Before the excited states of SiF₄ are used, someone has to decide whether they count as charge-transfer states, because common hybrid functionals tend to place such states too low. The hole-electron distance is often taken as the test, with a short distance read as a local excitation. For this molecule that reading gives the wrong answer. The five states all move charge from fluorine to silicon, and their short distances are a product of the tetrahedral shape.

PySCF 2.14.0, linear-response TDDFT without the Tamm–Dancoff approximation, B3LYP/def2-TZVP, for five singlet excited states of neutral, singlet SiF₄ at its GFN2-xTB geometry. The states are analysed with natural transition orbitals, to which the leading pair weight refers, and unrelaxed difference densities.

| row | excitation energy (eV) | oscillator strength | leading pair weight | hole electron distance (Å) | hole electron overlap |
| --- | --- | --- | --- | --- | --- |
| 1 | 11.071 | 0.000 | 0.991 | 0.286 | 0.472 |
| 2 | 11.072 | 0.000 | 0.990 | 0.209 | 0.473 |
| 3 | 11.074 | 0.000 | 0.991 | 0.308 | 0.468 |
| 4 | 12.280 | 0.001 | 0.947 | 0.051 | 0.560 |
| 5 | 12.283 | 0.001 | 0.945 | 0.043 | 0.561 |

### What happens

The five rows are two energy levels. Rows 1 to 3 lie together at 11.07 eV and rows 4 and 5 at 12.28 eV, while the spread within each group is only 0.003 eV. That spread has no physical meaning, since a perfect tetrahedron would make it zero. The spacing of 1.21 eV is the one energy difference here that calls for an explanation.

The oscillator strength, which measures how strongly a state absorbs light, is practically zero throughout. The leading pair weight says how much of a state is described by one electron leaving one orbital for another, and it is close to one in every row. Each state can therefore be pictured as a single hole and a single excited electron.

The hole-electron distance is the separation between the centre of the hole and the centre of the excited electron. It behaves oddly: it differs clearly among rows 1 to 3, although their energies agree, and it almost vanishes in rows 4 and 5. Yet in the same calculation silicon carries about 6 % of the hole and 50 % of the electron in rows 1 to 3, and about 11 % and 50 % in rows 4 and 5. Some 0.4 of an electron thus moves onto silicon in every row.

### Why there are two dark levels

The highest occupied orbitals of SiF₄ are fluorine lone pairs. In a tetrahedron they combine into sets that symmetry keeps at equal energy: a threefold set called $t_1$ at the top, a threefold set $t_2$ below it, and then a twofold set $e$. The lowest empty orbital has symmetry $a_1$, the full symmetry of the molecule, and is expected to be antibonding between silicon and fluorine. An electron promoted into it leaves a state with the symmetry of the hole, so the $t_1$ set gives a threefold level (rows 1 to 3) and the $e$ set a twofold one (rows 4 and 5).

The same symmetry makes both levels dark. Light couples to a molecule through the three components of the dipole, which in a tetrahedron have symmetry $T_2$. Starting from the fully symmetric ground state, only $T_2$ states can absorb, and these levels are $T_1$ and $E$. The oscillator strength of 0.001 in rows 4 and 5 reflects a slight residual breaking of this symmetry in the calculation, whether from the geometry or from the numerics.

Since the electron arrives in the same orbital in both cases, the spacing must come mainly from the hole: from the depth of the orbital it leaves, and from how the hole interacts with the electron. Theory suggests why the $e$ set should lie deeper. The $t_1$ lone pairs are antibonding among themselves and find no partner among the $s$, $p$ and $d$ orbitals of silicon, whereas the $e$ lone pairs can mix with silicon $d$ functions. The larger silicon share of the hole in rows 4 and 5 agrees with this, though it does not say how much of the spacing the mixing explains. The 6 % found in rows 1 to 3 cannot stem from such mixing; it probably reflects $f$ functions in the basis and the way charge is divided among the atoms.

### Why the distance misleads

A distance between two centres registers only lopsided transfer. If four fluorines around a silicon atom each give up the same charge, the centre of the hole and the centre of the electron both sit on silicon. The distance is then zero, however much charge has moved. What the column records is how unequally the four fluorines contribute.

For the $t_1$ set this inequality is a matter of choice. Each $t_1$ orbital can be pictured as lone pairs circulating around an axis through silicon, with more weight on a fluorine the farther it lies from that axis. If the axis runs along a bond, that fluorine drops out and the other three share the hole, which gives a distance of about 0.5 Å. If the axis passes midway between two bonds, all four fluorines take part equally and the distance is zero. Every direction of the axis has the same energy, so the program may return any three perpendicular ones.

This explains the scatter in rows 1 to 3, and it also says what must survive it. Summed over the whole level, the preferences have to cancel. They do: the three shift vectors add up to less than 0.01 Å, and the average hole is spread evenly over the fluorines.

The $e$ set has no such freedom. However its two members are mixed, a perfect tetrahedron puts equal hole weight on all four fluorines. The distances of about 0.05 Å in rows 4 and 5 are again the trace of a slightly imperfect symmetry. They are the smallest in the table, yet the charge that moves onto silicon is only about a tenth less than in rows 1 to 3. These two states are slightly more local, but far less so than the distances suggest.

### How large: a worked estimate

The argument can be turned into a sum without any fitted constant. Let $\Delta q_i$ be the electron share minus the hole share on atom $i$, and let $\mathbf R_i$ be the position of its nucleus, with silicon at the origin. If all charge sits at the nuclei, the shift from hole to electron is

$$\mathbf d=\sum_i \Delta q_i\,\mathbf R_i .$$

Silicon drops out because its position is zero. For row 1 the calculation gives changes of 0.004, −0.180, −0.056 and −0.202 on the four fluorines, so that, in ångström,

$$\mathbf d = 0.004\begin{pmatrix}0.91\\-0.94\\0.87\end{pmatrix}-0.180\begin{pmatrix}0.91\\0.94\\-0.87\end{pmatrix}-0.056\begin{pmatrix}-0.91\\-0.87\\-0.94\end{pmatrix}-0.202\begin{pmatrix}-0.91\\0.87\\0.94\end{pmatrix}\approx\begin{pmatrix}0.07\\-0.30\\0.02\end{pmatrix}.$$

The length of this vector is 0.31 Å, against 0.286 Å in the table. Had the same charge come from a single fluorine, the distance would have been 0.68 Å. More than half of the possible distance has been cancelled by the other fluorines.

No row was used to adjust the sum, and it reproduces all five distances, always 4 to 10 % too long. An error of this kind is plausible for a model that puts spread-out charge clouds at points. The atomic shares come from the same calculation as the distances, so the agreement confirms what the distance means and says nothing about the quality of the functional. The printed output after this text lists the comparison row by row.

### What to do about it

Report two levels with their degeneracies, and average atomic shares and shift vectors over each whole level. Averaging the distances themselves does not help, because their lengths depend on which axes the program happened to choose. To judge the character of a state, compare the shares of hole and electron on each atom. Here they show transfer from fluorine towards silicon. The excited electron is spread out, though: its computed extent is longer than the Si–F bond, so the exact share credited to silicon depends on how such a cloud is divided among the atoms. The hole-electron overlap of roughly one half adds that the two still occupy much of the same space, so this is not the long-range transfer for which hybrid functionals fail worst.

Treat the absolute energies with caution. The basis has no diffuse functions, so extended Rydberg states come out too high or not at all. The upper level also lies only 0.16 eV below the energy at which this functional lets the electron escape. A larger basis with diffuse functions and a range-separated functional are the natural checks.

For an absorption spectrum, ask for more states. Promotion from the $t_2$ lone pairs into the same empty orbital is allowed by symmetry, and these orbitals lie above the $e$ set, yet none of the five states has this character. The probable reason is that the electron-hole interaction pushes bright singlet states upward, past the dark $E$ level. A state skipped by the iterative solver would look the same, and a longer list would tell the two apart.

The argument about distances carries over to other tetrahedral halides with lone pairs at the top, such as SiCl₄. In trifluorosilane, SiHF₃, one axis is singled out. Symmetry then permits a real shift along that axis, and part of the distance becomes a property of the state.

In device making, SiF₄ is met as the volatile product of etching silicon in fluorine plasmas. Dark levels such as these offer no strong absorption line by which to monitor the gas. Electron impact does not obey the same selection rule, so in a plasma they may still be populated.

Printed output of the fit:

```
Distance from atomic charges placed at the nuclei (angstrom):
  row  computed    model  ratio
    1     0.286     0.31  1.084
    2     0.209   0.2293  1.097
    3     0.308    0.337  1.094
    4     0.051  0.05404   1.06
    5     0.043  0.04491  1.044
Silicon shares and one-sided transfer:
  row  hole on Si  electron on Si  gain of Si  distance if all came from one F (angstrom)
    1       0.062           0.496       0.434                                      0.6819
    2       0.062           0.496       0.434                                      0.6819
    3       0.062           0.496       0.434                                      0.6819
    4       0.106           0.499       0.393                                      0.6175
    5       0.106           0.499       0.393                                      0.6175
Mean energy of rows 1 to 3 (eV): 11.07
Mean energy of rows 4 and 5 (eV): 12.28
Spacing of the two levels (eV): 1.209
Spread within rows 1 to 3 (eV): 0.003
Spread within rows 4 and 5 (eV): 0.003
HOMO-LUMO gap (eV): 12.51
Gap less mean energy of rows 1 to 3 (eV): 1.442
Order of magnitude of a fifth of the electron-hole attraction at the Si-F distance (eV): 1.833
Continuum threshold less mean energy of rows 4 and 5 (eV): 0.1645
Length of the summed shift vectors of rows 1 to 3 (angstrom): 0.008062
Mean hole share on fluorine atom 1 over rows 1 to 3: 0.234
Mean hole share on fluorine atom 3 over rows 1 to 3: 0.2353
Rough largest distance with the hole on three fluorines only (angstrom): 0.4913
```
